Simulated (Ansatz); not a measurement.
# Hf₂O: the change of pressure and energy above lowest point with volume per atom

All results are calculated (Ansatz 0.2.0 development build). Equation of state of a cubic crystal from periodic Kohn-Sham density functional theory without spin; pressure corrected for the finite basis.

Cell of the first row (space group Fm-3m, No. 225):
```
CELL_PARAMETERS angstrom
0.00000 2.83820 2.83820
2.83820 0.00000 2.83820
2.83820 2.83820 0.00000
ATOMIC_POSITIONS crystal
Hf 0.25000 0.25000 0.25000
Hf 0.75000 0.75000 0.75000
O 0.00000 0.00000 0.00000
```

Settings of every row: formula Hf2O; structure type antifluorite; functional PBE; spin treatment none; k mesh 32x32x32; occupation method fermi-dirac; occupation width 0.061225619 eV; wave cutoff 420 eV; datasets soft-1 PAW; density cutoff ratio 4.

Limits: a cubic model structure, not a phase known at ambient conditions; no spin-orbit coupling, which can matter with elements this heavy.

| row | volume per atom (Å³) | pressure (GPa) | energy above lowest point (meV/atom) |
| --- | --- | --- | --- |
| 1 | 15.242 | 8.201 | 23.47 |
| 2 | 15.566 | 5.156 | 10.01 |
| 3 | 15.891 | ? | ? |
| 4 | 16.215 | -0.02 | 0 |
| 5 | 16.539 | -2.214 | 2.3 |

Question: what pressure and energy above lowest point should row 3 give?

Worked fit of pressure. Take u = (V_r/V)^(2/3) − 1 with V_r = 15.89 Å³ an atom, which is twice the finite (Eulerian) strain; such expansions in the strain, on which the Birch-Murnaghan equation of state is built, carry the rest volume and the bulk modulus. The shown rows have u = 0.02815, 0.01383, -0.01341, -0.02633. Least squares give pressure = 2.4305 + 190.131 × u + 525.3 × u² GPa; a straight line predicts inner rows, each left out in turn, worse (root mean square 0.23 against 0.012 GPa). The rows lie off it by 0.002, -0.004, 0.005, -0.003 (root mean square 0.0037 GPa). The pressure vanishes at u = -0.0133, or V = 16.21 Å³ an atom, and there the bulk modulus at fixed shape and fractions is B = −V dP/dV = (2/3)(1 + u) dP/du = 116 GPa. The withheld row has u = -4e-05, so the fit gives 2.4305 + 190.131 × (-4e-05) + 525.3 × (-4e-05)² = 2.423 GPa.

The calculation gave 2.426 GPa. The fit lies 0.003 GPa (0.029 % of the column's range) below it; its largest miss of a shown row is 0.005 GPa.

Worked fit of energy above lowest point. Take u = (V_r/V)^(2/3) − 1 with V_r = 15.89 Å³ an atom, which is twice the finite (Eulerian) strain; such expansions in the strain, on which the Birch-Murnaghan equation of state is built, carry the rest volume and the bulk modulus. The shown rows have u = 0.02815, 0.01383, -0.01341, -0.02633. Least squares give energy above lowest point = 2.389 + 363.28 × u + 13686 × u² meV/atom; a straight line predicts inner rows, each left out in turn, worse (root mean square 5.9 against 0.053 meV/atom). The rows lie off it by 0.01, -0.02, 0.02, -0.01. Its lowest point lies at u = -0.0133, or V = 16.21 Å³ an atom, and the curvature there gives the bulk modulus at fixed shape and fractions, B = (4/9)(1 + u)² E″(u)/V = 117 GPa. The withheld row has u = -4e-05, so the fit gives 2.389 + 363.28 × (-4e-05) + 13686 × (-4e-05)² = 2.37 meV/atom.

The calculation gave 2.39 meV/atom. The fit lies 0.02 meV/atom (0.085 % of the column's range) below it; its largest miss of a shown row is 0.02 meV/atom.
